**Q.** I pulled the CH₂F end of 1-fluorobutane away from the propyl part, with both pieces kept rigid. RHF gets worse at every step. Letting the two spins have different orbitals, as UHF does, should cure that, yet for the first five lengths it changes nothing. Why does the cure come so late?

RHF, broken-symmetry UHF and CASSCF(2,2) calculations with PySCF 2.14.0 and the 6-31G(d) basis for neutral singlet 1-fluorobutane. The C–C bond to the CH₂F group is stretched from the GFN2-xTB geometry with both fragments kept rigid. Spin squared refers to UHF, and the weak orbital occupation to the CASSCF natural orbitals.

```tsv
bond length (Å)	CASSCF energy over its lowest point (eV)	RHF energy over CASSCF (eV)	UHF energy under RHF (eV)	spin squared	first weak orbital occupation
1.400	0.340	0.341	0.000	0.000	0.011
1.520	0.000	0.424	0.000	0.000	0.016
1.670	0.184	0.541	0.000	0.000	0.027
1.820	0.677	0.677	0.000	0.000	0.043
2.050	1.589	0.925	0.000	0.000	0.083
2.360	2.674	1.358	0.476	0.579	0.177
2.740	3.538	2.059	1.673	0.872	0.359
3.340	4.078	3.359	3.387	0.989	0.674
4.260	4.218	4.982	5.120	1.013	0.923
```

**A.** Start with the fragments far apart. Call the carbon orbitals that point at each other a and b. RHF puts both electrons into the bonding orbital a + b, and multiplying out (a + b)(a + b) gives aa and bb as well as ab and ba. So about half of the wavefunction has both electrons on one fragment, an ion pair, when the bond should leave two radicals. That costs more and more energy as the ions separate.

**Q.** How does CASSCF avoid it?

**A.** It mixes in a second configuration, with both electrons in the antibonding orbital a − b. There ab and ba carry the opposite sign, so subtracting this configuration removes ionic terms and strengthens the covalent ones. Far apart, the two configurations have nearly equal weight. At short lengths the antibonding pair lies high in energy and only a little enters.

**Q.** But RHF is already 0.42 eV above CASSCF at 1.520 Å, where the bond is intact.

**A.** Even a good bond gains when its electrons avoid each other. Let c₁ and c₂ be the sizes of the two amplitudes, K the coupling between the configurations, E₁ the energy of the bonding pair alone and E that of the mixture. The eigenvalue equation E₁c₁ − Kc₂ = Ec₁ gives E₁ − E = K·c₂/c₁. Holding a little of the antibonding pair costs energy only as c₂², while the coupling gains it as c₂, so some mixing pays at any length.

**Q.** Can I see that in the numbers?

**A.** Take 2.740 Å. The first weak orbital occupation, n, is 0.359 electrons, and since the antibonding configuration holds two electrons its weight is n/2. Hence c₂/c₁ = √(n/(2 − n)) = √(0.359/1.641) ≈ 0.47. Dividing the RHF–CASSCF gap of 2.06 eV by this gives K ≈ 4.4 eV.

Over the whole stretch this implied K stays between 4.4 and 5.4 eV, while the gap grows about fifteenfold. The growing RHF error thus mainly follows the growing mixture. The relation takes n from CASSCF, so it links the two columns but does not predict the mixing. It also puts K somewhat too low, because RHF optimises its own orbitals and so lies below E₁.

**Q.** Then at 1.400 Å the molecule is strained, but the RHF error is at its smallest?

**A.** Yes, because strain and mixing are different things. Compression raises the total energy, but it also pushes the antibonding orbital up, so less of it enters. The energy curve turns at the well; the RHF error does not.

**Q.** So why doesn't UHF pick up the same gain at once?

**A.** UHF has only one determinant. To use the antibonding orbital it must tilt the two spin orbitals in opposite directions, to g + tu and g − tu, where g is bonding, u antibonding and t a small number. The product contains the useful antibonding pair in proportion to t², but also a triplet part in proportion to t. The triplet's energy cost and the gain from K then both grow as t², so tilting pays only once the triplet lies less than K above the bonding pair.

Stretching brings the triplet down until that condition is met. This is the Coulson–Fischer point, here between 2.050 and 2.360 Å. Before it, UHF is simply RHF, although the bond is already correlated.

**Q.** And beyond it, is UHF right?

**A.** Its energy improves, but its state is not a pure singlet. The spin squared of UHF climbs to about 1, which means roughly equal parts singlet and triplet. The singlet is still bonding and the triplet antibonding, so their effects largely cancel and the curve flattens too early. After 2.740 Å UHF rises by only 0.16 eV more, CASSCF by 0.68 eV.

**Q.** In the last two rows UHF even lies below CASSCF. Shouldn't CASSCF be the better method?

**A.** Only for the pair it treats. This CASSCF correlates two electrons, whereas UHF lets every pair respond to the unpaired spins. One broken pair can bring spin squared to 1 at most, so the 1.013 at 4.260 Å shows that other pairs have responded slightly. That this response causes the energy crossing is the usual explanation, but it was not tested separately.

**Q.** Which curve gives me the bond energy?

**A.** Neither. From 1.520 to 4.260 Å CASSCF rises by 4.22 eV and UHF by 3.66 eV, and most of that difference arises in the well, where UHF lacks the pair correlation. CASSCF in turn leaves out all correlation that involves the other electrons, and the rigid fragments could still relax.
